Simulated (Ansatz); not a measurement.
**SiW₃: a film clamped to a substrate**

These are results of DFT PBEsol, scalar-relativistic, plane waves, PAW (Ansatz 0.2.0), not measurements. Cutoff 420 eV, Γ-centred 14×14×14 k-points, Gaussian smearing of 0.15 eV. Spin–orbit coupling is left out, which matters for the heavy elements here. No spin polarisation. Energies are free energies at this smearing, counted from the undisturbed cell; pressure is positive in compression.

The starting cell (relaxed at this level; it needn't be the usual structure):

```
CELL_PARAMETERS angstrom
-2.57720 2.57720 2.57720
2.57720 -2.57720 2.57720
2.57720 2.57720 -2.57720
ATOMIC_POSITIONS crystal
Si 0.00000 0.00000 0.00000
W 0.50000 0.50000 0.00000
W 0.50000 0.00000 0.50000
W 0.00000 0.50000 0.50000
```

The cell (4 atoms, V0 = 68.47 Å³) is strained by p along both x and y and by q along z, fractional coordinates fixed. τp = (1/V0) ∂E/∂p = (σxx + σyy)(1 + p)(1 + q) and τq = (1/V0) ∂E/∂q = σzz(1 + p)², with tension positive.

```
     p q  ΔE (meV/atom)  τp (GPa)  τq (GPa)
 0.000   0.000           0.00     -0.04     -0.02
-0.050   0.000         168.16    -68.52     -8.83
 0.050   0.000         117.26     40.18      8.92
 0.000  -0.050          69.47     -9.91    -28.33
 0.000   0.050          48.90      8.00     16.80
```

Problem. Get the second derivatives of the energy density.

Solution. Central differences give A = ∂τp/∂p = 1087 GPa (C11 + C22 + 2 C12), C = ∂τq/∂q = 451 GPa (C33) and the cross term B = ∂τq/∂p = 178 GPa (C13 + C23); ∂τp/∂q = 179 GPa must equal B, and any difference shows higher-order terms. Steps this large leave an error of some per cent of A or C in all of these, which can swamp a small B. The ions are clamped. In a cubic crystal C11 = C = 451, C12 = B/2 = 89 GPa and A should be 2(C11 + C12) = 1080 GPa; the bulk modulus is (C11 + 2 C12)/3 = 210 GPa.

Problem. A film of this crystal grows with z along the normal on a substrate that imposes p. How does its thickness respond, and what does the misfit cost?

Solution. Count p and q from the stress-free cell. A free surface needs τq = 0, so q = −(B/C) p = -0.39 p. The energy density left is (A − B²/C) p²/2 = M p², with the biaxial modulus M = 509 GPa; a misfit of 1 % costs 5.43 meV/atom, against 5.81 meV/atom if the thickness were held.

At p = 0.050 the energies along q are 135.3 (q = -0.050), 117.3 (q = 0.000), 209.6 (q = 0.050) meV/atom.

Problem. Does the linear rule hold at this misfit?

Solution. A parabola through the lowest point and its neighbours has its minimum at q = -0.017, 111.0 meV/atom. With the stress left in the starting cell, τp0 and τq0, linear elasticity gives q = −(τq0 + Bp)/C = -0.020 and E = V0(τp0 p + τq0 q + Ap²/2 + Bpq + Cq²/2)/N = 135.7 meV/atom. The energies differ by more than a tenth, so the quadratic law fails here: the gap holds the anharmonic part, with some error from the wide steps. Cubic terms also shift the vertex of so wide a parabola.

In a metal these slopes depend on the k mesh and the smearing.

The crystal is stiff along its cube axes but couples them weakly: C11 is 451 GPa, against only 89 GPa for C12. The geometry accounts for much of this. Silicon and tungsten together occupy a simple cubic array, with the shortest contacts along the axes, so axial strain stretches or compresses these contacts directly, while central forces between nearest neighbours contribute nothing to C12. The film therefore thins only modestly when stretched in the plane. Every atom also sits on an inversion centre, which homogeneous strain preserves, so clamping the ions should not by itself stiffen these constants.

The failure of the quadratic law under tension reflects bond softening on stretching, whereas compression meets steeply rising short-range repulsion. A film under compressive misfit would thus probably cost more than the harmonic estimate, not less. The axial stiffness doesn't establish mechanical stability: so open an array gets little shear resistance from nearest-neighbour central forces, and C44 was not probed.
